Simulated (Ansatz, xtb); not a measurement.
**C5H6OSi: which of two isomers lies lower**

Structure a: `O=C1C=CC=C[SiH2]1`, a singlet. Structure b: `O=CC1=C[SiH2]C=C1`, a singlet. Both are isolated molecules in the gas phase, relaxed with B3LYP-D3(BJ)/def2-SVP; each stands in its lowest conformer found.

Energies in hartree; the thermal terms are from GFN2-xTB frequencies at re-optimised GFN2-xTB minima (ideal gas, soft modes damped towards free rotors, one conformer each, 298.15 K, 1 atm) and include the zero-point energy:

|  | a | b |
| --- | --- | --- |
| E, CCSD(T)/def2-SVP | −557.299547 | −557.302366 |
| E, MP2/def2-SVP | −557.205010 | −557.209564 |
| E, MP2/def2-TZVPP | −557.819873 | −557.824041 |
| zero-point energy | 0.088812 | 0.087886 |
| H(298 K) − E | 0.097019 | 0.096249 |
| G(298 K) − E | 0.057492 | 0.056341 |

Task: Correct the CCSD(T) difference for the basis set by the MP2 change, then work out ΔE, ΔE₀, ΔH and ΔG for a → b in kcal/mol (1 Eh = 627.51 kcal/mol) and the equilibrium ratio [b]/[a].

Result: 1. Differences b − a: CCSD(T) −0.002819, MP2 in the small set −0.004554, MP2 in the large set −0.004168 Eh.
2. ΔE = −0.002819 + (−0.004168 − (−0.004554)) = −0.002433 Eh = −1.53 kcal/mol.
3. ΔE₀ = ΔE + ΔZPE = −0.002433 + (−0.000926) Eh = −2.11 kcal/mol.
4. ΔH = ΔE + (−0.000770) Eh = −2.01 kcal/mol.
5. ΔG = ΔE + (−0.001151) Eh = −2.25 kcal/mol, so ΔS = (ΔH − ΔG)/T = +3.4 J/(mol K).
6. kT = 0.9442 mEh, so K = [b]/[a] = exp(−ΔG/kT) = exp(+3.80) ≈ 45.

Structure b is favoured at this temperature. An error of 1 kcal/mol in ΔG would change K by a factor of 5.4. GFN2-xTB, HF/STO-3G, r2SCAN-D4/def2-SVP, B3LYP-D3(BJ)/def2-SVP gave ΔE the other sign. Mirror images and further conformers aren't counted.

As drawn, both hold the same kinds of bond in the same numbers. Structure a has a 6-membered ring, b a 5-membered ring.

Other levels gave ΔE = +5.1 (GFN2-xTB); +6.7 (HF/STO-3G, GFN2-xTB geometries); +1.5 (r2SCAN-D4/def2-SVP, GFN2-xTB geometries); +1.6 (B3LYP-D3(BJ)/def2-SVP); −1.7 (HF/def2-SVP); −2.9 (MP2/def2-SVP); −1.8 (CCSD(T)/def2-SVP) kcal/mol. The correlated steps freeze 11 core orbitals. Programs: Ansatz 0.2.0, xtb 6.7.1.

The small preference for the formyl silole b probably reflects opposing effects that nearly cancel. In a, silicon is bound directly to the carbonyl carbon. Such acylsilane linkages are comparatively weak, because an electropositive silicon sits next to an already electron-poor carbon. In b, silicon bonds only to alkenyl carbons, and the carbonyl is a conjugated aldehyde. Against this, the five-membered ring forces a narrow C–Si–C angle, a strain that the larger ring of a largely avoids.

HF/def2-SVP gives −1.7 kcal/mol and CCSD(T) in the same basis −1.8, so correlation contributes little net to the preference, although MP2 enlarges it. The opposite sign from the two density functionals may stem from how they balance conjugation against the change in σ bonding. Vibrational terms reinforce the electronic preference, and the small entropy gain is consistent with a soft formyl torsion in b. The ratio describes thermodynamic equilibrium only: interconversion requires breaking and remaking the skeleton, and no barrier was computed.
